**Question: where does "nine times threshold" come from, and does it apply to a Fabry-Perot quantum cascade laser?**

Papers on multimode QCLs quote the Risken-Nummedal-Graham-Haken (RNGH) instability, with a second threshold near nine times the lasing threshold and sidebands near the Rabi frequency. I would like to see this derived in full, for any $T_2/T_1$. The derivations I know of use a ring, but my laser is a cleaved Fabry-Perot ridge with a standing wave. What is left of the result once spatial hole burning is included?

**Answer**

For a unidirectional ring the threshold is $p_c=5+3r+2\sqrt{4+6r+2r^2}$ with $r=T_2/T_1$ (Risken and Nummedal, and Graham and Haken, both 1968). In a Fabry-Perot cavity the same analysis acquires a gain term from the inversion grating, and the single-mode state is lost close to $p=1$.

## 1. Premises and scaling

1. The gain is a homogeneously broadened two-level transition with dephasing time $T_2$ and gain recovery time $T_1$. Parallel subbands of equal mass come close to this.
2. Rotating-wave and slowly varying envelope approximations hold, for one transverse mode with group velocity $v$ and no background dispersion.
3. All loss is distributed. The field decays at rate $\kappa=v\alpha/2$, where $\alpha$ is the intensity loss in cm$^{-1}$.
4. The lasing mode sits at line centre.

Write the field envelope as a Rabi frequency $\Omega_R=\mu\mathcal E/\hbar$, with $\mathcal E$ the amplitude of the real field and $\mu$ the dipole matrix element. With polarisation envelope $\mathcal P$, inversion $\Delta$, unsaturated inversion $\Delta_p$ and coupling constant $G$,

$$(\partial_t+v\partial_z)\Omega_R=-\kappa\Omega_R+G\mathcal P,\quad \partial_t\mathcal P=-\frac{\mathcal P}{T_2}+\Omega_R\Delta,\quad \partial_t\Delta=\frac{\Delta_p-\Delta}{T_1}-\mathrm{Re}(\Omega_R^*\mathcal P).$$

A weak field has $\mathcal P=T_2\Delta_p\Omega_R$, so lasing starts at $\Delta_{th}=\kappa/(GT_2)$. Set $E=\Omega_R\sqrt{T_1T_2}$, $D=\Delta/\Delta_{th}$, $P=\mathcal P\sqrt{T_1/T_2}/\Delta_{th}$ and $p=\Delta_p/\Delta_{th}$. Measure time in units of $T_2$, so that $\kappa$ now means $\kappa T_2$ and $v$ means $vT_2$. Then

$$(\partial_t+v\partial_z)E=\kappa(P-E),\quad \partial_tP=-P+ED,\quad \partial_tD=r\,[\,p-D-\mathrm{Re}(E^*P)\,].$$

## 2. The ring

**Steady state.** The field equation gives $P=E$, the second equation then gives $D=1$, and the third $|E|^2=p-1\equiv I$. Take $E_0=\sqrt I$ real. In the scaled units the Rabi frequency obeys $\Omega_R^2=rI$, which is $\Omega_R^2=(p-1)/(T_1T_2)$ in ordinary units.

**Linearisation.** The steady state and all coefficients are real, so real (amplitude) and imaginary (phase) parts of the perturbations decouple. Each is expanded in $e^{\lambda t+iqz}$ plus its conjugate, which describes a pair of sidebands at $\pm\,\mathrm{Im}\lambda$. For the real parts $e,\pi,d$ of $\delta E,\delta P,\delta D$,

$$(\lambda+ivq+\kappa)e=\kappa\pi,\quad(\lambda+1)\pi=e+E_0d,\quad(\lambda+r)d=-rE_0(e+\pi).$$

Eliminating $d$ gives $\pi=\chi e$ with

$$\chi(\lambda)=\frac{\lambda+r-rI}{(\lambda+1)(\lambda+r)+rI},\qquad \lambda+ivq=\kappa\,[\chi(\lambda)-1].$$

The imaginary parts do not disturb $D$ at first order, and they obey the same dispersion relation with $\chi_\phi=1/(1+\lambda)$.

**Criterion.** The real part of the dispersion relation reads $\mathrm{Re}\,\lambda=\kappa(\mathrm{Re}\,\chi-1)$. The denominator of $\chi$ is $\lambda^2+(1+r)\lambda+rp$, a quadratic with positive coefficients, so both poles lie in the left half-plane. Hence $\mathrm{Re}\,\chi$ is harmonic for $\mathrm{Re}\,\lambda\ge0$ and vanishes at infinity, and by the maximum principle it is bounded by the larger of zero and its maximum on the imaginary axis. If $\mathrm{Re}\,\chi(iw)<1$ for all real $w$, no root with $\mathrm{Re}\,\lambda\ge0$ exists for any $q$. Conversely, let $\mathrm{Re}\,\chi(iw)>1$ at some $w$. The function $\sigma-\kappa[\mathrm{Re}\,\chi(\sigma+iw)-1]$ is negative at $\sigma=0$ and positive for large $\sigma$, so it vanishes at some $\sigma>0$, and the choice $vq=\kappa\,\mathrm{Im}\chi-w$ makes $\sigma+iw$ a growing root. With $q$ continuous the criterion is therefore $\max_w\mathrm{Re}\,\chi(iw)>1$, and $\kappa$ drops out of it. The phase branch has $\mathrm{Re}\,\chi_\phi(iw)=1/(1+w^2)\le1$ and is stable, apart from the neutral global phase at $w=0$.

**Threshold.** At $\lambda=iw$ the numerator is $r(1-I)+iw$ and the denominator $rp-w^2+i(1+r)w$. Multiply by the conjugate denominator, subtract its squared modulus, and set $w^2=ry$, so that $y=\Omega^2T_1T_2$ for a sideband detuning $\Omega$:

$$\mathrm{Re}\,\chi-1=-\frac{r\,Q(y)}{r(p-y)^2+(1+r)^2y},\qquad Q(y)=y^2-(3I-r)\,y+2I(I+1).$$

Net gain needs $Q<0$ at some $y>0$, so $Q$ must have real positive roots. The discriminant is $(3I-r)^2-8I(I+1)=I^2-(8+6r)I+r^2$, with zeros $I_\pm=4+3r\pm\sqrt{(4+3r)^2-r^2}$. The lower zero is $I_-=r^2/I_+<r/3$. For $I\le I_-$ the sum $3I-r$ of the roots of $Q$ is negative and their product positive, so both are negative and irrelevant. Since $(4+3r)^2-r^2=4(4+6r+2r^2)$, the upper zero gives

$$\boxed{p_c=5+3r+2\sqrt{4+6r+2r^2}},\qquad y_c=\tfrac12\,[\,3(p_c-1)-r\,].$$

For $r\to0$, $p_c=9$ and $y_c=12$, so $\Omega_c/\Omega_R=\sqrt{12/8}=1.22$.

**Sidebands.** Above $p_c$ the unstable band is $y_-<y<y_+$ with $y_\pm=\frac12[3I-r\pm\sqrt{I^2-(8+6r)I+r^2}]$. Because $Q(I)=(2+r)I>0$, $Q(2I)=2(1+r)I>0$, and the vertex of $Q$ lies between $I$ and $2I$, the band always falls within $\Omega_R<\Omega<\sqrt2\,\Omega_R$. It therefore moves out as $\sqrt{p-1}$. For $rp\ll1$ the denominator reduces to $y$, and $\mathrm{Re}\,\chi-1\simeq r(3I-y-2pI/y)$ peaks at $y=\sqrt{2pI}$, which is $\Omega=\Omega_R[2p/(p-1)]^{1/4}$.

**Mechanism.** The sidebands beat with the carrier and modulate $D$, and the carrier scatters off this pulsation back into the sidebands. If $P$ followed adiabatically, with $\lambda+1\to1$, one would get $\chi-1=-2rI/(\lambda+rp)$, whose real part is negative. The term $3rI$ arises from the phase lag of the polarisation, so the gain is coherent and of order $r$.

**Cross-check at $q=0$.** The dispersion relation becomes $\lambda^3+(\kappa+1+r)\lambda^2+r(\kappa+p)\lambda+2\kappa rI=0$. The Routh-Hurwitz condition fails when $p>\kappa(\kappa+3+r)/(\kappa-1-r)$ with $\kappa>1+r$, the single-mode Lorenz-Haken threshold. With $u=\kappa-1-r$ the right side equals $u+5+3r+(1+r)(4+2r)/u$, and its minimum over $u$ is $p_c$. A good cavity, $\kappa<1+r$, cannot reach this point at $q=0$ and needs another longitudinal mode inside the band.

## 3. Fabry-Perot cavity with a grating

Write $E=E_+e^{ikz}+E_-e^{-ikz}$, likewise $P$, and $D=D_0+D_2e^{2ikz}+D_2^*e^{-2ikz}$. In-plane carrier diffusion with coefficient $\mathcal D$ damps the grating at $1/T_g=1/T_1+4k^2\mathcal D$. Define $g=T_g/T_1\le1$. Project the local Bloch equations on these harmonics and drop $e^{\pm3ikz}$ in $P$ and $e^{\pm4ikz}$ in $D$, a truncation tested in section 4:

$$(\partial_t\pm v\partial_z)E_\pm=\kappa(P_\pm-E_\pm),$$
$$\dot P_+=-P_++D_0E_++D_2E_-,\qquad \dot P_-=-P_-+D_0E_-+D_2^*E_+,$$
$$\dot D_0=r[\,p-D_0-\mathrm{Re}(E_+^*P_++E_-^*P_-)\,],\qquad \dot D_2=-\frac rgD_2-\frac r2(E_-^*P_++E_+P_-^*).$$

The mirrors impose $E_+=E_-$ at $z=0$ and $z=L$, their loss being counted in $\kappa$.

**Steady state.** With $E_\pm=P_\pm=E$ real and $j=E^2$: $D_0=p-2j$, $D_2=-gj$, and $D_0+D_2=1$. So $j=(p-1)/(2+g)$. With $a=gj$, $D_0=1+a$ and $D_0-D_2=1+2a$. The lasing mode matches the grating and sees the gain $D_0+D_2=1$. A wave that slips out of phase with the grating along the cavity sees $D_0=1+a$.

**Local response.** Real and imaginary parts decouple again, and each splits into parts even (S) and odd (A) under $+\leftrightarrow-$. Define $K_0=2r/(\lambda+r)$, $K_g=rg/(g\lambda+r)$ and $K=K_0+K_g$.

* Amplitude, even ($e_+=e_-=e$): $(\lambda+1)\pi=e+E(d_0+d_2)$ and $d_0+d_2=-EK(e+\pi)$, so $\chi_S=(1-jK)/(1+\lambda+jK)$.
* Amplitude, odd ($e_+=-e_-$): the sources of $d_0$ and $d_2$ cancel, so $\chi_A=(1+2a)/(1+\lambda)$.
* Phase, even: no source, so $\chi_S'=1/(1+\lambda)$.
* Phase, odd: with $e,\pi$ now the imaginary parts for the forward wave and $\delta D_2=id$, $(\lambda+1)\pi=(1+2a)e+Ed$ and $d=-EK_g(e+\pi)$, so $\chi_A'=(1+2a-jK_g)/(1+\lambda+jK_g)$. At $\lambda=0$ this equals 1, as it must for a rigid shift of the fringes.

Then $\pi_\pm=Ae_\pm+Be_\mp$ with $A=(\chi_S+\chi_A)/2$ and $B=(\chi_S-\chi_A)/2$, and primed analogues for the phase. I call the unprimed branch AM and the primed one FM.

**Dispersion relation.** Take $e_\pm=(c_1e^{\pm iqz}+c_2e^{\mp iqz})e^{\lambda t}$. The condition at $z=0$ holds identically and the one at $z=L$ gives $q=m\pi/L$. Both field equations reduce to $(\lambda+ivq+\kappa-\kappa A)c_1=\kappa Bc_2$ and $(\lambda-ivq+\kappa-\kappa A)c_2=\kappa Bc_1$. Hence

$$\lambda=\kappa(A-1)\mp i\sqrt{v^2q^2-\kappa^2B^2}\simeq\mp ivq+\kappa(A-1)\pm\frac{i\kappa^2B^2}{2vq}.$$

The cross-response $B$ is not phase matched and changes the normalised gain by at most about $\kappa|B|^2/(2vq)$. Where that is small the criterion is $\mathrm{Re}\,A(iw)>1$ or $\mathrm{Re}\,A'(iw)>1$, with $w\simeq vq$.

**Where the gain comes from.** To first order in $j$, $A=\frac{1+a}{1+\lambda}-\frac{jK}{2}\frac{2+\lambda}{(1+\lambda)^2}$, and $A'$ is the same with $K\to K_g$. For $r/g\ll w\ll1$ use $K_0\simeq 2r/\lambda-2r^2/\lambda^2$, $K_g\simeq r/\lambda-r^2/(g\lambda^2)$ and $(2+\lambda)/[2(1+\lambda)^2]\simeq1-3\lambda/2$. With $x=w^2$,

$$\mathrm{Re}A-1\simeq-x+j\Big[g+\tfrac92r-\frac{(2+1/g)r^2}{x}\Big],\qquad \mathrm{Re}A'-1\simeq-x+j\Big[g+\tfrac32r-\frac{r^2}{gx}\Big].$$

The term $-x$ is the curvature of the gain line, $g$ is the unburnt gain, the terms linear in $r$ are the coherent RNGH gain, and the last terms are saturation by slow population pulsations. The ring has no counterpart of the term $g$, which does not shrink with $r$.

**FM threshold in closed form.** Put $\tau=g/r=T_g/T_2$ and multiply numerator and denominator of $\chi_A'$ by $1+\tau\lambda$:

$$\chi_A'-1=\frac{(2a\tau-1)\lambda-\tau\lambda^2}{1+a+(1+\tau)\lambda+\tau\lambda^2},\qquad \mathrm{Re}\,\chi_A'-1=\frac{x\,[\,a\tau(3+2\tau)-1-\tau^2x\,]}{(1+a-\tau x)^2+(1+\tau)^2x}.$$

The condition $\mathrm{Re}\,A'>1$ says that this exceeds $1-\mathrm{Re}\,\chi_S'=x/(1+x)$. Clearing denominators gives $h(x)>0$ with

$$h(x)=[\,ba-a^2-2\,]+[\,2a\tau^2+5a\tau-2\tau^2-2\,]\,x-2\tau^2x^2,\qquad b=2\tau^2+3\tau-2.$$

For small $a$ the coefficient of $x$ is negative, so $h$ first turns positive at $x\to0$, which means at the neighbouring cavity modes. This happens at

$$a_c=\tfrac12\big(b-\sqrt{b^2-8}\big),\qquad p_{FM}=1+\frac{(2+g)\,a_c}{g}\;\to\;1+\frac{(2+g)\,r^2}{g^3}\quad(\tau\gg1).$$

For $\tau\gg1$ and $a\tau^2\gg1$, $h\simeq2\tau^2(a-x)(1+x)$, so the band extends to $\Omega T_2\simeq\sqrt a$. This edge also grows as $\sqrt{p-1}$, but it is set by the gain bandwidth $1/T_2$ and not by the Rabi scale $1/\sqrt{T_1T_2}$. A square-root law alone does not identify the coherent mechanism.

**AM threshold.** This branch continues the RNGH one. At $g=1$, $jK=rI/(\lambda+r)$ and $\chi_S$ is exactly the ring function $\chi$. For small $r$ the threshold lies at $w\sim r$, $j\sim r^2$, where at $g=1$ the leading terms give $\mathrm{Re}A-1\simeq-x+j[1-3r^2/(r^2+x)]$. With $x=r^2\eta$ the condition is $j>r^2\eta(1+\eta)/(\eta-2)$, minimal at $\eta=2+\sqrt6=4.45$ with $j=(5+2\sqrt6)r^2=9.90\,r^2$. The sidebands start at $\Omega T_1=\sqrt\eta=2.11$, tied to $1/T_1$, while the Rabi frequency there is smaller by a factor of order $\sqrt r$. For finite $r$ one solves $\max_w\mathrm{Re}\,A=1$ numerically.

**Removing the grating does not restore 9.** For $g\to0$, $A=\frac12(\chi+\chi_\phi)$, because a sideband scatters in a phase-matched way only off its beat with the co-propagating half of the pump. For $rp\ll1$, $2(\mathrm{Re}A-1)\simeq r(3I-2y-2pI/y)$, which is positive only if $9I>16p$, and that never holds. Gain appears when $s=rI$ is of order one. Letting $r\to0$ at fixed $s$ gives $\chi\to(\lambda-s)/(\lambda^2+\lambda+s)$ and the condition $2x^3+(2-5s)x^2+3s(s-1)x+2s^2<0$, first met for positive $x$ at $s=8.7$. The threshold is then $p-1\simeq8.7\,T_1/T_2$.

## 4. Testing the truncation

Without diffusion ($g=1$) the medium responds locally and no truncation is needed. Let $\theta=kz$. The pump $2E\cos\theta$ is real, $J=4j\cos^2\theta$, and $D=p/(1+J)$. The lasing condition $\langle2\cos^2\theta\,D\rangle=1$, with $\langle(1+J)^{-1}\rangle=1/\varsigma$ and $\varsigma=\sqrt{1+4j}$, gives $p=\varsigma(\varsigma+1)/2=1+3j-j^2+\dots$, against $1+3j$ from the truncated model. Repeating the elimination of section 2 at fixed $D$ and $J$ gives the local responses $\chi_a=D(\lambda+r-rJ)/[(\lambda+1)(\lambda+r)+rJ]$ and $D/(1+\lambda)$. A real forward perturbation $e\,e^{i\theta}$ has amplitude part $e\cos\theta$ and phase part $e\sin\theta$, and projecting $\delta P$ back on $e^{i\theta}$ gives

$$A=\Big\langle\chi_a\cos^2\theta+\frac{D\sin^2\theta}{1+\lambda}\Big\rangle,\qquad\langle D\sin^2\theta\rangle=\frac p\varsigma-\frac12=\frac\varsigma2.$$

So $1+2j$ in $\chi_A$ is replaced by $\varsigma$, and the unburnt gain $j$ by $(\varsigma-1)/2$. The two agree to first order in $j$. At $r=0.1$ the AM threshold is $p=1.17$ truncated and $1.19$ untruncated, both at $w\simeq0.19$. At $p=2$ the intensity is $j=0.33$ against $0.36$ and the unburnt gain $0.33$ against $0.28$. The truncation is sound for thresholds close to 1 and only semi-quantitative by $p=2$.

## 5. Range of validity

* **Ring result.** It is exact within premises 1 to 4, for any $\kappa$, provided a cavity mode lies in the band. Discrete modes can only raise the threshold. The analysis is linear, so it says nothing about the final state or about pulsing states that may coexist with the stable single-mode state below $p_c$.
* **Fabry-Perot result.** It needs in addition $\kappa|B|^2/(2vq)$ small against the terms kept, $a\ll1$ for the truncation, and $\mathcal Dq^2T_1\ll1$. Thresholds above the lowest one describe the stability of a single-mode state that the laser has already left.
* **Uniform fields.** With facet reflectivity $R$ the fringe contrast $2E_+E_-/(E_+^2+E_-^2)$ falls from 1 at the centre to $2\sqrt R/(1+R)$ at the facets. For cleaved facets this affects the grating terms at the level of tens of per cent.
* **Dispersion.** Group-velocity dispersion $\beta_2$ shifts both sidebands by $v\beta_2\Omega^2/2$ and mixes AM with FM. In ordinary units its ratio to the curvature term $\kappa T_2^2\Omega^2$ is $\beta_2/(\alpha T_2^2)$.
* **Linewidth enhancement factor.** It is zero here by premises 1 and 4. Typical values for mid-infrared QCLs above threshold range from a few tenths to about one, and it mixes the quadratures at that relative order. This neglected effect can rival the terms kept.
* **Meaning of $p$ and $T_1$.** $p$ is a ratio of unsaturated gains. If gain is linear in current density $J_c$ with a transparency offset $J_{tr}$, then $p-1=(J_c-J_{th})/(J_{th}-J_{tr})$, which exceeds $J_c/J_{th}-1$. A cascade also recovers with more than one time constant, so $T_1$ is an effective parameter.

## 6. Numerical illustration

Take inputs typical of a mid-infrared QCL: wavelength 8 µm, phase and group index both 3.3, $L=3$ mm, total loss $\alpha=10$ cm$^{-1}$, $T_1=1$ ps, $T_2=0.1$ ps, $\mathcal D=50$ cm$^2$/s, and $\beta_2$ of about 500 fs$^2$/mm.

Then $r=0.1$, and the gain linewidth is $1/(\pi cT_2)=106$ cm$^{-1}$ FWHM. With $k=2.59$ µm$^{-1}$, $4k^2\mathcal DT_1=0.134$, so $g=0.88$ and $\tau=8.8$. The mode spacing is 15.1 GHz, or $w_1=0.0095$, and $\kappa T_2=0.0045$. The Fresnel reflectivity is 0.29, which accounts for 4.2 cm$^{-1}$ of the loss and gives a facet contrast of 0.83.

| Case | Threshold $p$ | $\Omega T_2$ | $\Omega/2\pi$ |
|---|---|---|---|
| Ring, RNGH | 9.60 | 1.13 | 1.80 THz (60 cm$^{-1}$) |
| Fabry-Perot, AM | 1.22 | 0.21 | 0.33 THz (11 cm$^{-1}$) |
| Fabry-Perot, FM | 1.037 | 0.0095 | 15.1 GHz |

In the ring row $y_c=12.85$, and the Rabi frequency at threshold is $\Omega_RT_2=0.93$, or 1.48 THz. In the FM row $b=179.28$ and $a_c=0.0112$. Evaluating $h$ at the first mode in place of $x\to0$ leaves $p$ at 1.037. In the AM row $a=0.067$, and the sidebands lie about 22 modes from the carrier. The coherent term $9r/2=0.45$ is about half of $g$, so at this $r$ it assists the grating term without dominating it. The Rabi frequency at an antinode, $\sqrt{4rj}=0.17$, is close to the sideband detuning only because $\sqrt r$ is not very small. At $p=2$ the truncated FM band reaches $\Omega T_2=0.59$, or 0.94 THz, somewhat too far by section 4.

The neglected terms are as follows. The bound on the cross-response is $1.9\times10^{-4}$ in the AM row, against $a=0.067$. In the FM row $\kappa/vq=0.48$ is not small, but $B'$ vanishes linearly in $w$ and the bound is $0.003\,x$, against the curvature term $x$. The dispersion ratio is 0.05. The truncation and the non-uniform fields limit the Fabry-Perot values of $p-1$ to some tens of per cent, so they should be read as $p\approx1.2$ and $p\approx1.04$. They are sensitive to $r$: with $T_2=0.2$ ps, $\tau=4.4$ and $p_{FM}=1.13$.

These numbers are the model's. As typical knowledge and not as a measurement, continuous-wave mid-infrared Fabry-Perot QCLs tend to stay single-mode until roughly 10 to 20 per cent above threshold current, and their first sidebands often appear many mode spacings from the carrier. With these inputs the model's FM value of $p-1$ is low by a factor of about three to five, or more if $J_{tr}$ matters, and it puts the first sidebands too close in. The order of magnitude is the robust part: the grating brings the model's instability from $p\approx9.6$ in the ring to within tens of per cent of the lasing threshold.